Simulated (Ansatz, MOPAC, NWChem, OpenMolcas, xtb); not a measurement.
# CH2AlN (SMILES N#[C][AlH2]): the zero-point energy at each level's own minimum, rung by rung

CH2AlN, singlet, SMILES `N#[C][AlH2]`. Each level relaxes the structure for itself.

Each level gives the zero-point energy at each level's own minimum (kJ/mol). The values are calculated.

| level | kind | program | value (kJ/mol) |
| --- | --- | --- | --- |
| AM1 | semi-empirical | MOPAC | 58.6 |
| PM7- | semi-empirical | MOPAC | 54.2 |
| PM7-HH | semi-empirical | MOPAC | 54.3 |
| GFN1-xTB | semi-empirical | xtb | 51.1 |
| HF/6-31G* (spherical functions) | Hartree–Fock | NWChem | 59.0 |
| B3LYP/6-31G* (spherical functions) | global hybrid | NWChem | 55.3 |
| PBE0-D4/def2-TZVP | global hybrid | Ansatz | 54.9 |
| B3LYP/6-31G* (Cartesian functions) | global hybrid | OpenMolcas | 55.4 |
| PBE0/def2-SVP | global hybrid | OpenMolcas | 55.3 |

Harmonic and unscaled. The values span 51.1 to 59.0 kJ/mol.

The four hybrid-functional values lie close together, between 54.9 and 55.4 kJ/mol, so the choice of functional and basis matters little here. Hartree–Fock stands clearly above them at 59.0 kJ/mol. The likely reason is missing electron correlation: without the admixture of antibonding configurations, bonds come out too short and too stiff, most markedly the C≡N triple bond. The Al–H stretches also contribute substantially to the sum, whereas the soft Al–C–N bend adds little.

The semi-empirical methods show no common bias. Both PM7 variants fall slightly below the hybrids, GFN1-xTB gives the lowest value, and AM1 comes close to Hartree–Fock. That last agreement probably reflects parametrisation rather than a shared description of the force field. Since the zero-point energy sums over all modes, even close totals can conceal compensating errors in individual frequencies, and the near match of PM7 with the hybrids doesn't establish that its vibrational spectrum is equally good. Nor do these values settle the preference between the cyanide and its N-bound isocyanide isomer.
